**Question: Where does the 1/2 in the half-and-half functional come from, and is it right for the electron gas?**

I keep reading that Becke's half-and-half hybrid "follows from the adiabatic connection by the trapezoid rule". What is being integrated, what are the two end points, and what is thrown away? LDA is exact for the uniform gas, so I assumed a half-and-half mixture of exact exchange and LDA is exact there too. Is it? A number at a metallic density, say sodium, would help.

---

**Answer**

The rule replaces the coupling-constant integrand $W_\lambda$ by its chord, which gives $E_{xc}\approx\frac12(E_x+W_1)$. It is not exact for the uniform gas, even with exact end points. It returns the correlation energy per electron $\varepsilon_c+\frac{r_s}{2}\,d\varepsilon_c/dr_s$ in place of $\varepsilon_c$, too high by 0.0155 Ha as $r_s\to0$ and by 8.5 mHa at the density of sodium.

**Conventions and premises.** Hartree atomic units (1 Ha = 27.21 eV, lengths in bohr), zero temperature, no relativity, spin-unpolarised gas with $n=3/(4\pi r_s^3)$ and $k_F=(9\pi/4)^{1/3}/r_s$. Lower-case letters are energies per electron. I assume:

- (P1) For $0\le\lambda\le1$ the constrained search below has a minimiser, and its interaction energy is continuous as $\lambda\to0$.
- (P2) The $\lambda=0$ minimiser is a single determinant, the Kohn-Sham (KS) determinant $\Phi$.
- (P3) For the gas at $r_s\to0$, the only logarithm at order $r_s^0$ comes from the ring (RPA) diagrams (Gell-Mann and Brueckner, 1957).
- (P4) For numbers at finite $r_s$, a parametrisation of $\varepsilon_c(r_s)$ stands in for the exact function.

## 1. The adiabatic connection

Fix the density $n$ and scale the interaction:

$$F_\lambda[n]=\min_{\Psi\to n}\langle\Psi|\hat T+\lambda\hat V_{ee}|\Psi\rangle .$$

Call the minimiser $\Psi_\lambda$ and put $V_\lambda=\langle\Psi_\lambda|\hat V_{ee}|\Psi_\lambda\rangle$. Then $F_0=T_s$, and by definition $E_{xc}=F_1-T_s-U$, with $U=\frac12\iint n(\mathbf r)n(\mathbf r')/|\mathbf r-\mathbf r'|$ the Hartree energy.

$\Psi_\lambda$ has density $n$, so it is an allowed trial state at any other coupling $\lambda'$, which gives $F_{\lambda'}\le F_\lambda+(\lambda'-\lambda)V_\lambda$. Swapping the two couplings gives a second inequality, and together

$$(\lambda'-\lambda)V_{\lambda'}\le F_{\lambda'}-F_\lambda\le(\lambda'-\lambda)V_\lambda .$$

Two things follow. For $\lambda'>\lambda$ the outer members give $V_{\lambda'}\le V_\lambda$, so $V_\lambda$ never increases. Summing the inequalities over a fine partition of $[0,1]$ squeezes $F_1-F_0$ between the lower and upper Riemann sums of this monotonic function, so $F_1-F_0=\int_0^1V_\lambda\,d\lambda$. With $W_\lambda=V_\lambda-U$,

$$E_{xc}=\int_0^1W_\lambda\,d\lambda .$$

## 2. The end points

At $\lambda=0$, (P2) gives $W_0=\langle\Phi|\hat V_{ee}|\Phi\rangle-U=E_x$, the Fock exchange integral over KS orbitals.

At $\lambda=1$ the state is the physical one. Define $T_c=\langle\Psi_1|\hat T|\Psi_1\rangle-T_s$, $U_c=V_1-V_0$ and $E_c=E_{xc}-E_x$. Then

$$W_1=E_x+U_c,\qquad E_c=T_c+U_c .$$

$T_c\ge0$ because $T_s$ is the least kinetic energy for density $n$. $E_c\le0$ because $\Phi$ is a trial state for $F_1$. So $U_c=E_c-T_c$ lies below $E_c$. $W_1$ is the potential-energy part of exchange-correlation, which is a different quantity from $E_{xc}$.

## 3. The trapezoid rule and its error

Replace $W_\lambda$ by the chord $(1-\lambda)W_0+\lambda W_1$ and integrate:

$$E_{xc}^{\rm trap}=\tfrac12(E_x+W_1)=E_x+\tfrac12U_c .$$

The 1/2 is $\int_0^1(1-\lambda)\,d\lambda$. Exchange is kept in full, since half of it sits inside $W_1$, and the whole approximation is $E_c\to U_c/2$. Its error is

$$\Delta\equiv E_{xc}^{\rm trap}-E_{xc}=\tfrac12(E_c-T_c)-E_c=\tfrac12\left(|E_c|-T_c\right).$$

The rule is exact if and only if $T_c=|E_c|$, and $T_c\ge0$ gives the bound $\Delta\le|E_c|/2$.

If $W_\lambda$ is twice differentiable on $(0,1]$, two integrations by parts give a second form. With primes for $\lambda$-derivatives,

$$\int_0^1\lambda(1-\lambda)W''d\lambda=\big[\lambda(1-\lambda)W'\big]_0^1-\big[(1-2\lambda)W\big]_0^1-2\int_0^1W\,d\lambda .$$

The first bracket vanishes provided $\lambda W'\to0$ at $\lambda=0$, which allows a logarithmically divergent slope. The second contributes $W_1+W_0$. Hence

$$\Delta=\tfrac12\int_0^1\lambda(1-\lambda)\,W''_\lambda\,d\lambda .$$

A convex $W_\lambda$ lies below its chord and gives $\Delta\ge0$. Section 1 proved monotonicity only. I know no general proof of convexity, so the sign is something to check case by case.

The weight that would make a two-point rule $aW_0+(1-a)W_1$ exact follows from $(1-a)U_c=E_c$:

$$a^*=T_c/|U_c| .$$

Half-and-half asserts $a^*=1/2$.

## 4. Scaling turns $\lambda$ into density

Let $\Psi_\gamma(\mathbf r_1,\dots)=\gamma^{3N/2}\Psi(\gamma\mathbf r_1,\dots)$. It has density $n_\gamma(\mathbf r)=\gamma^3n(\gamma\mathbf r)$, and a change of variables gives $T[\Psi_\gamma]=\gamma^2T[\Psi]$ and $V_{ee}[\Psi_\gamma]=\gamma V_{ee}[\Psi]$. Every $\Psi\to n$ can be written as $\chi_\lambda$, the scaled version of a unique $\chi\to n_{1/\lambda}$, and then $T[\Psi]+\lambda V_{ee}[\Psi]=\lambda^2(T[\chi]+V_{ee}[\chi])$. Minimising both sides,

$$F_\lambda[n]=\lambda^2F_1[n_{1/\lambda}] .$$

The same change of variables gives $T_s[n]=\lambda^2T_s[n_{1/\lambda}]$, $\lambda U[n]=\lambda^2U[n_{1/\lambda}]$ and $\lambda E_x[n]=\lambda^2E_x[n_{1/\lambda}]$. Define $E_c^\lambda=F_\lambda-T_s-\lambda(U+E_x)$. Then $E_c^\lambda[n]=\lambda^2E_c[n_{1/\lambda}]$, and since $dF_\lambda/d\lambda=V_\lambda$ wherever $V_\lambda$ is continuous,

$$W_\lambda=E_x+\frac{d}{d\lambda}\Big(\lambda^2E_c[n_{1/\lambda}]\Big).$$

At $\lambda=1$, with $\gamma=1/\lambda$ and $d\gamma/d\lambda=-1$, this is $U_c=2E_c-dE_c[n_\gamma]/d\gamma$. Therefore, for any density,

$$\Delta=-\tfrac12\,\frac{dE_c[n_\gamma]}{d\gamma}\Big|_{\gamma=1}.$$

The trapezoid rule is exact when the correlation energy is stationary under uniform compression.

**Uniform gas.** The neutralising background cancels the Hartree term, scaling conserves $N$, and everything can be taken per electron. The density $n_{1/\lambda}=n/\lambda^3$ has radius $\lambda r_s$. With $\varepsilon_x=-3k_F/4\pi=-0.4582/r_s$, and a prime on $\varepsilon_c$ meaning the derivative with respect to its argument,

$$w_\lambda=\varepsilon_x+2\lambda\,\varepsilon_c(\lambda r_s)+\lambda^2r_s\,\varepsilon_c'(\lambda r_s).$$

Setting $\lambda=1$,

$$w_1=\varepsilon_x+2\varepsilon_c+r_s\varepsilon_c',\qquad u_c=2\varepsilon_c+r_s\varepsilon_c',\qquad t_c=-\varepsilon_c-r_s\varepsilon_c',$$

$$\boxed{\;\varepsilon_c^{\rm trap}=\varepsilon_c+\frac{r_s}{2}\frac{d\varepsilon_c}{dr_s},\qquad \delta\equiv\frac{\Delta}{N}=\frac{r_s}{2}\frac{d\varepsilon_c}{dr_s}\;}$$

Wherever $|\varepsilon_c|$ shrinks on dilution, $\delta>0$ and the rule gives too little correlation.

## 5. High density

If $\varepsilon_c=c_0\ln r_s-c_1+o(1)$, with a remainder whose $r_s\,d/dr_s$ also vanishes, then $\delta\to c_0/2$. By (P3), $c_0$ comes from

$$\varepsilon_c^{\rm RPA}=\frac1n\int\!\frac{d^3q}{(2\pi)^3}\int_0^\infty\!\frac{d\omega}{2\pi}\big[\ln(1+\Pi)-\Pi\big],\qquad \Pi=-\frac{4\pi}{q^2}\chi_0(q,i\omega).$$

The logarithm arises at $q\ll k_F$. There $f_{\mathbf k}-f_{\mathbf k+\mathbf q}\to\mathbf k\cdot\mathbf q\,\delta(\epsilon_k-\epsilon_F)$, a Dirac delta on the Fermi surface. The density of states for both spins is $k_F/\pi^2$, and the angular average of $x/(iu-x)$, with $x=\cos\theta$ and $u=\omega/qk_F$, gives

$$\chi_0=-\frac{k_F}{\pi^2}R(u),\qquad R(u)=\int_0^1\frac{x^2dx}{x^2+u^2}=1-u\arctan\frac1u .$$

Put $q=k_Fy$ and $g=4/(\pi k_F)\propto r_s$, so that $\Pi=gR/y^2$. With $n=k_F^3/3\pi^2$ and $q^2dq\,d\omega=k_F^5y^3dy\,du$,

$$\varepsilon_c\simeq\frac{3k_F^2}{4\pi}\int_0^\infty\!du\int_0^{1}\!dy\,y^3\Big[\ln\Big(1+\frac{b}{y^2}\Big)-\frac{b}{y^2}\Big],\qquad b=gR .$$

The cut-off at $y=1$ is arbitrary. For $y$ of order one and larger the bracket is $-\Pi^2/2\propto g^2$, which against $k_F^2\propto g^{-2}$ feeds only the constant $c_1$. The inner integral is elementary:

$$\tfrac14\ln(1+b)-\tfrac b4-\tfrac{b^2}{4}\ln\Big(1+\frac1b\Big)=\tfrac{b^2}{4}\ln b-\tfrac{b^2}{8}+\dots$$

Use $\ln b=\ln r_s+$ terms free of $r_s$, and $k_F^2g^2=16/\pi^2$:

$$c_0=\frac{3}{4\pi}\cdot\frac{16}{\pi^2}\cdot\frac14\int_0^\infty R^2du=\frac{3}{\pi^3}\int_0^\infty R^2du .$$

Insert the integral form of $R$ twice and use $\int_0^\infty du\,[(x^2+u^2)(z^2+u^2)]^{-1}=\pi/[2xz(x+z)]$:

$$\int_0^\infty R^2du=\frac\pi2\int_0^1\!\!\int_0^1\frac{xz}{x+z}\,dx\,dz=\frac\pi2\int_0^1\Big[x-x^2\ln\frac{1+x}{x}\Big]dx=\frac\pi3(1-\ln2).$$

So $c_0=(1-\ln2)/\pi^2=0.03109$ Ha, and

$$\delta(r_s\to0)=\frac{1-\ln2}{2\pi^2}=0.0155\ \text{Ha}=0.42\ \text{eV per electron}.$$

The shape of the curve shows why weak coupling doesn't rescue the chord. Inserting the expansion into $w_\lambda$,

$$w_\lambda-\varepsilon_x=\lambda\,(2c_0\ln r_s-2c_1+c_0)+2c_0\,\lambda\ln\lambda .$$

The trapezoid rule handles the linear term exactly. The term $2c_0\lambda\ln\lambda$ vanishes at both end points, so the rule never sees it, and its integral is $-c_0/2$. It is convex, it does not depend on $r_s$, and it has an infinite slope at $\lambda=0$, which reflects the infrared divergence of second-order perturbation theory in a metal with Coulomb interaction. The absolute error tends to a constant. The error relative to $|\varepsilon_c|$ goes to zero, but only as $1/(2|\ln r_s|)$.

## 6. Low density

At large $r_s$ the potential energy dominates, and $\varepsilon_c\simeq-d_0/r_s+d_1/r_s^{3/2}$, with the second term from zero-point motion. Then $t_c=-d(r_s\varepsilon_c)/dr_s=d_1/(2r_s^{3/2})$ is negligible beside $|\varepsilon_c|$, so $\delta\to|\varepsilon_c|/2$ and $a^*\to0$. The bound of section 3 is saturated, and half of the correlation energy is lost.

## 7. From the rule to the functional

$W_1$ is unknown for a real system. Becke's 1993 construction approximates it locally with the gas value, here in spin-unpolarised form:

$$E_{xc}^{\rm HH}=\tfrac12E_x+\tfrac12\int n\,w_1\,d^3r=\tfrac12E_x+\tfrac12E_x^{\rm LDA}+\int n\Big[\varepsilon_c+\frac{r_s}{2}\varepsilon_c'\Big]d^3r .$$

Its error is the sum $\Delta+\frac12(W_1^{\rm LDA}-W_1)$. In the gas the second part is zero, so the gas isolates the quadrature error.

This settles your expectation. A hybrid $aE_x+(1-a)E_x^{\rm LDA}+E_c^{\rm LDA}$ is exact for the gas at every $a$, because $E_x=E_x^{\rm LDA}$ there. The trapezoid functional differs from the $a=1/2$ member of that family by $\int n\,\delta\,d^3r$. A functional with 50% exact exchange and a full semilocal $E_c$ is therefore not the trapezoid rule, whatever its name.

In generalised Kohn-Sham practice one minimises over orbitals, which then feel half the non-local Fock operator, and $E_x$ is evaluated on those orbitals rather than on KS ones. For the homogeneous unpolarised solution both sets are plane waves filling the same Fermi sphere, so the energies here apply to either scheme. Broken-symmetry solutions are excluded.

## 8. Range of validity

**Finite systems with a KS gap.** Görling-Levy perturbation theory gives $E_c^\lambda=\sum_{k\ge2}\lambda^kE^{(k)}$, so $U_c=\sum_kkE^{(k)}$ and, where the series converges at $\lambda=1$,

$$\Delta=\sum_{k\ge3}\Big(\frac k2-1\Big)E^{(k)}=\tfrac12E^{(3)}+E^{(4)}+\dots$$

The rule is exact through second order. It holds when $|E^{(3)}|\ll|E^{(2)}|$ and higher orders fall off, as for two-electron ions of large $Z$, where successive orders carry powers of $1/Z$.

**Metals.** There is no such power series. The $\lambda\ln\lambda$ term leaves a finite $\delta$ even at infinite density.

**Strong correlation.** $\Delta\to|E_c|/2$. Singlet H$_2$ at infinite separation is an exact example. The density is that of two 1s atoms, each with self-Hartree energy $5/16$ Ha, so $U=5/8$ Ha. One doubly occupied KS orbital gives $W_0=-U/2=-5/16$ Ha. For any $\lambda>0$ the electrons sit on different atoms, so $V_\lambda=0$ and $W_\lambda=-5/8$ Ha. The integral is $-5/8$ Ha, the rule gives $-15/32$ Ha, and $\Delta=5/32$ Ha.

The derivation concerns total energies at fixed density. It says nothing on the best mixing for energy differences, where the curve $W_\lambda$(products) $-\,W_\lambda$(reactants) has its own shape, or for band gaps.

## 9. Numbers: the gas at the density of sodium

Use the Perdew-Wang (1992) form, a fit to the Ceperley-Alder Monte Carlo energies, as the assumed input:

$$\varepsilon_c=-2A(1+\alpha_1r_s)L,\qquad L=\ln(1+1/Q),\qquad Q=2A\big(\beta_1r_s^{1/2}+\beta_2r_s+\beta_3r_s^{3/2}+\beta_4r_s^2\big),$$

with $A=0.031091$, $\alpha_1=0.21370$, $\beta_1=7.5957$, $\beta_2=3.5876$, $\beta_3=1.6382$, $\beta_4=0.49294$. $A$ was set equal to $c_0$, so the fit's $r_s\to0$ limit is built in and is no test of section 5. Differentiating,

$$r_s\varepsilon_c'=-2A\alpha_1r_sL+2A(1+\alpha_1r_s)\,\frac{r_sQ'/Q}{1+Q}.$$

A typical valence-electron radius for Na is $r_s=3.93$. There $Q=3.080$, $L=0.2812$ and $r_sQ'/Q=1.1305$. The two terms are $-14.7$ and $+31.7$ mHa, so $r_s\varepsilon_c'=17.0$ mHa. The table adds the wiring metal Al at a typical $r_s=2.07$. Energies are in mHa per electron, each rounded separately.

| | Na, $r_s=3.93$ | Al, $r_s=2.07$ |
|---|---|---|
| $\varepsilon_x$ | −116.6 | −221.3 |
| $\varepsilon_c$ | −32.2 | −44.1 |
| $r_s\varepsilon_c'$ | 17.0 | 20.0 |
| $u_c$ | −47.3 | −68.1 |
| $t_c$ | 15.1 | 24.0 |
| $\varepsilon_c^{\rm trap}=u_c/2$ | −23.7 | −34.0 |
| $\delta$ | 8.5 | 10.0 |
| $\delta$ in eV | 0.23 | 0.27 |
| $\delta/\lvert\varepsilon_c\rvert$ | 26% | 23% |
| $\delta/\lvert\varepsilon_{xc}\rvert$ | 5.7% | 3.8% |
| $a^*$ | 0.32 | 0.35 |

For the Na density $w_1=-163.9$ mHa, and the rule gives $\varepsilon_{xc}=-140.2$ mHa where the input function has $-148.7$ mHa.

The correlation part of the integrand is $w_\lambda-\varepsilon_x=\lambda\,u_c(\lambda r_s)$. At $r_s=3.93$:

| $\lambda$ | 0 | 0.25 | 0.5 | 0.75 | 1 |
|---|---|---|---|---|---|
| curve | 0 | −24.3 | −35.0 | −42.1 | −47.3 |
| chord | 0 | −11.8 | −23.7 | −35.5 | −47.3 |

The successive drops shrink, as a convex curve requires, and about half of the total drop has occurred by $\lambda=0.25$. Adding the midpoint (Simpson's rule, weights 1:4:1) gives $-31.2$ mHa, which cuts the quadrature error to 1.0 mHa.

The high-density constant is a poor estimate at this density. The terms dropped in section 5 bring $\delta$ from 15.5 mHa down to 14.5 mHa at $r_s=0.1$, 11.5 mHa at $r_s=1$ and 8.5 mHa at $r_s=3.93$, while $\delta/|\varepsilon_c|$ rises through 12%, 19% and 26%. Even at $r_s=0.1$, $a^*$ is only 0.43.

The last digit depends on the fit. The Perdew-Zunger (1981) form $\varepsilon_c=\gamma_0/(1+b_1\sqrt{r_s}+b_2r_s)$, with assumed constants $\gamma_0=-0.1423$ Ha, $b_1=1.0529$, $b_2=0.3334$, gives $\delta=8.7$ mHa at $r_s=3.93$. Both fits rest on the same Monte Carlo data, so this spread shows the effect of the fitting form only.

These are numbers of the jellium model at the two densities. Cores, ions and band structure are absent, so they are not properties of the metals. Within the model $\delta$ changes by only 1.5 mHa over the factor 6.8 in density between the two columns, so much of it cancels between states of similar density. In the total energy it stays: at $r_s=3.93$ the trapezoid rule puts the gas 0.23 eV per electron too high and loses about a quarter of its correlation energy.